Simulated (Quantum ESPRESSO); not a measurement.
# Pressure shift of the zone-centre T2 phonon in zinc-blende SiC from LDA linear response

The quantity calculated is the frequency of the zone-centre T2 mode of zinc-blende SiC, without the LO-TO term, on a static lattice relaxed at each pressure from −4.00 to 20.01 GPa. Two things are asked: by how many cm⁻¹ the mode shifts per GPa, and whether the line of frequency against pressure bends at some particular place. The coefficient matters in practice because Raman lines are used to read stress in silicon carbide films and devices, and a constant coefficient taken over too wide a range gives a wrong stress. Shifts are differences between LDA frequencies of the same crystal, with compression counted as positive pressure.

## Systems and settings

One crystal, SiC (zinc-blende) (known phase (3C)), relaxed in cell and atoms at each target pressure, inside its symmetry. Program: Quantum ESPRESSO 7.5, plane waves, LDA, PseudoDojo norm-conserving potentials, scalar-relativistic, no spin-orbit coupling, no spin; linear response at the zone centre. Plane-wave runs: cutoff 1225 eV; k meshes with a least product of divisions and cell-vector length from 35 to 37 Å; fixed occupations.

Notes on method and selection:

- Harmonic values at the static lattice; measured values carry thermal expansion and anharmonic shifts at their temperature.
- Modes are followed by symmetry label and rank. Negative pressure is tension; other phases that would form under pressure are ignored.
- dω/dP = γω₀/B₀, with γ the mode Grüneisen parameter and B₀ = −V dP/dV the bulk modulus; the rows are a series in volume.
- Semilocal functionals put Kohn-Sham gaps below measured gaps and, as a rule, ε∞ above measured values.
- Blank cells (top LO mode, ε∞): values not tabled at the two highest pressures; ε∞ was computed there too, with the same k mesh as in the other rows.
- Runs that did not converge, have known faults or may not be shown are not listed, and runs on Ansatz's PAW sets soft_1 and soft_2 are kept to separate tables.

Columns:

- pressure (GPa): hydrostatic pressure of the static lattice, compression positive.
- ε∞: electronic dielectric constant ε∞, a third of the trace.
- Kohn-Sham gap (eV): Kohn-Sham gap, lowest empty minus highest filled level on the k mesh.
- T2 mode (cm⁻¹): zone-centre mode T2, no LO-TO term, no sum rule.
- volume per atom (Å³): volume per atom of the relaxed cell.
- top LO mode (cm⁻¹): highest zone-centre mode with the macroscopic field along a cell axis.

## The series

| member | pressure (GPa) | ε∞ | Kohn-Sham gap (eV) | T2 mode (cm⁻¹) | volume per atom (Å³) | top LO mode (cm⁻¹) |
| --- | --- | --- | --- | --- | --- | --- |
| −4.00 GPa | −4.00 | 6.925 | 1.33 | 781.9 | 10.30 | 955.2 |
| +0.01 GPa | 0.01 | ? | ? | ? | ? | ? |
| +4.01 GPa | 4.01 | 6.838 | 1.30 | 813.5 | 9.95 | 991.6 |
| +8.01 GPa | 8.01 | 6.802 | 1.28 | 828.2 | 9.79 | 1008.4 |
| +12.01 GPa | 12.01 | 6.771 | 1.27 | 842.3 | 9.64 | 1024.5 |
| +16.01 GPa | 16.01 | – | 1.26 | 855.9 | 9.51 | – |
| +20.01 GPa | 20.01 | – | 1.24 | 869.0 | 9.38 | – |

Cells marked ? are withheld until the estimate has been made.

Least-squares fits to the members shown, with x = pressure (GPa); R² and errors in the fitted variable (y, or ln y where the fit is in ln y):

| y | members | fit | R² | rms residual | leave-one-out rms | the same for the mean of the others |
| --- | --- | --- | --- | --- | --- | --- |
| T2 mode (cm⁻¹) | 6 | y = 798.0 + 3.623 x | 1.00 | 1.1 | 2.3 | 34 |
| volume per atom (Å³) | 6 | y = 10.12 − 0.03827 x | 1.00 | 0.021 | 0.042 | 0.36 |

## What drives the series

The T2 mode rises with pressure in every row shown, but by less per GPa as compression proceeds. Between −4.00 and 4.01 GPa the mean slope is (813.5 − 781.9) / 8.01 = 3.95 cm⁻¹ per GPa; between 12.01 and 20.01 GPa it is (869.0 − 842.3) / 8.00 = 3.34 cm⁻¹ per GPa. The slopes between neighbouring rows fall steadily, so the bend is spread over the series and has no single position. The straight-line fit, with 3.623 cm⁻¹ per GPa, averages over this curvature: it lies above the computed values at both ends and below them at 8.01 GPa.

The rise comes from shorter, stiffer Si–C bonds. Its size relative to the volume change is the mode Grüneisen parameter, γ = −Δln ω / Δln V. Over the whole series γ = ln(869.0 / 781.9) / ln(10.30 / 9.38) = 1.13, and over the first interval alone it is 1.15, the same within the rounding of the volumes.

The bend therefore comes mainly from the compressibility. The mean bulk modulus, ΔP / Δln(1/V), is 8.01 / ln(10.30 / 9.95) = 232 GPa in the first interval and 8.00 / ln(9.64 / 9.38) = 293 GPa between 12.01 and 20.01 GPa. Since dω/dP = γω/B, a bulk modulus that grows by about a quarter outweighs a frequency that grows by about 7 %, and the slope falls.

Measured in cm⁻¹, the top LO mode climbs faster than T2, though not in relative terms: from −4.00 to 12.01 GPa it gains 69.3 cm⁻¹ against 60.4 cm⁻¹. The difference of the squared LO and T2 frequencies varies as Z*²/(ε∞V), with Z* the Born effective charge. Over this range the difference of the squares grows by about 13 %. Both ε∞ and V fall under pressure, which raises 1/(ε∞V) by about 9 %, so Z* must rise slightly as well.

## Predicting the missing value

Plain estimates from the members shown:

- +0.01 GPa, fit at x = 0.01: 798.0 cm⁻¹
- +0.01 GPa, straight-line interpolation between −4.00 GPa and +4.01 GPa: w = (0.01 − (−4.00)) / (4.01 − (−4.00)) = 0.501, so 781.9 + 0.501 × (813.5 − 781.9) = 797.7 cm⁻¹

The member at 0.01 GPa lies almost midway between two computed rows, so interpolation is safer than the straight-line fit, whose residuals follow the curvature. The chord between −4.00 and 4.01 GPa gives 797.7 cm⁻¹. Because the slope falls with pressure, the true value should lie slightly above that chord.

The row at 8.01 GPa supplies the correction, through a parabola on three points. The slope is 3.945 cm⁻¹ per GPa in the first interval and 3.675 in the next, so the quadratic coefficient is (3.675 − 3.945) / (8.01 + 4.00) = −0.0225 cm⁻¹ per GPa². At 0.01 GPa the correction is −0.0225 × (0.01 + 4.00) × (0.01 − 4.01) = +0.36 cm⁻¹, and 797.7 + 0.36 = 798.1 cm⁻¹.

The same construction can be tried on shown members. For 8.01 GPa, the rows at 4.01, 12.01 and 16.01 GPa give 828.2 cm⁻¹, as computed. For 12.01 GPa, the rows at 8.01, 16.01 and 20.01 GPa give 842.3 cm⁻¹, again as computed. Both misses are below the printed rounding. An error of 0.1 cm⁻¹ covers that rounding and the slow change of the curvature along the series; it describes the interpolation between LDA values, not the distance to a measured frequency.

**Committed estimate, +0.01 GPa: T2 mode = 798.1 ± 0.1 cm⁻¹.**

## Check

| member | pressure (GPa) | ε∞ | Kohn-Sham gap (eV) | T2 mode (cm⁻¹) | volume per atom (Å³) | top LO mode (cm⁻¹) |
| --- | --- | --- | --- | --- | --- | --- |
| +0.01 GPa | 0.01 | 6.879 | 1.31 | 798.1 | 10.12 | 973.9 |

| member | estimate | T2 mode (cm⁻¹) | computed | estimate − computed | miss in error bars |
| --- | --- | --- | --- | --- | --- |
| +0.01 GPa | committed | 798.1 | 798.1 | 0.0 | 0.0 |
| +0.01 GPa | fit | 798.0 | 798.1 | −0.1 |  |
| +0.01 GPa | interpolation | 797.7 | 798.1 | −0.4 |  |

The estimate of 798.1 cm⁻¹ agrees with the computed value to the printed digit, so it lies inside its error bar of 0.1 cm⁻¹. The chord between the neighbouring rows came out 0.4 cm⁻¹ too low, and the curvature correction of 0.36 cm⁻¹ accounts for that miss. The straight-line fit missed by only 0.1 cm⁻¹, because the line happens to cross the curved series close to zero pressure; at −4.00 GPa the line through the whole series is off by 1.6 cm⁻¹.

With the new row, the slope is (798.1 − 781.9) / 4.01 = 4.04 cm⁻¹ per GPa below zero pressure and (813.5 − 798.1) / 4.00 = 3.85 cm⁻¹ per GPa above it. The decrease continues the one seen at higher pressure, without a kink. This confirms a smooth curve, as expected for a crystal that stiffens gradually, but it is a test of the interpolation more than of the mechanism behind it.

## Members off the line

Least-squares fits to the whole series, with x = pressure (GPa); R² and errors in the fitted variable (y, or ln y where the fit is in ln y):

| y | members | fit | R² | rms residual | leave-one-out rms | the same for the mean of the others |
| --- | --- | --- | --- | --- | --- | --- |
| T2 mode (cm⁻¹) | 7 | y = 798.0 + 3.621 x | 1.00 | 1.1 | 1.7 | 34 |
| volume per atom (Å³) | 7 | y = 10.12 − 0.03829 x | 1.00 | 0.019 | 0.031 | 0.36 |

Largest departures from the fit to the whole series:

| member | T2 mode (cm⁻¹) | fit | computed − fit | in rms residuals |
| --- | --- | --- | --- | --- |
| −4.00 GPa | 781.9 | 783.5 | −1.6 | 1.5 |
| +20.01 GPa | 869.0 | 870.5 | −1.5 | 1.4 |
| +8.01 GPa | 828.2 | 827.0 | +1.2 | 1.1 |
| +4.01 GPa | 813.5 | 812.5 | +1.0 | 0.9 |

None stands out: the largest departure from the straight line is 1.6 cm⁻¹, or 1.5 rms residuals. The signs follow a pattern, with computed values below the line at −4.00 and 20.01 GPa and above it at 4.01 and 8.01 GPa, which is what a straight line leaves when drawn through a curve that flattens with pressure.

## Conclusions and limits

Around zero pressure the T2 mode shifts by 3.95 cm⁻¹ per GPa in LDA, and the coefficient falls gradually to 3.34 between 12.01 and 20.01 GPa. Within the series, a parabola through three neighbouring rows gives a missing inner member to about 0.1 cm⁻¹.

For a pressure scale, a shift of 1 cm⁻¹ near zero pressure means 1 / 3.95 = 0.25 GPa. If that coefficient is kept up to the last row, the shift of 869.0 − 798.1 = 70.9 cm⁻¹ reads as 70.9 / 3.95 = 17.9 GPa, about 2 GPa too low. These coefficients are for hydrostatic pressure; the biaxial stress of a film also splits the mode.

For the transverse mode, which the LO-TO term leaves unchanged, no omitted effect is likely to exceed the 87.1 cm⁻¹ spanned by the table. Zero-point and thermal motion together lower the frequency by something of the order of 10 cm⁻¹ at room temperature, and much of that cancels in a pressure shift.
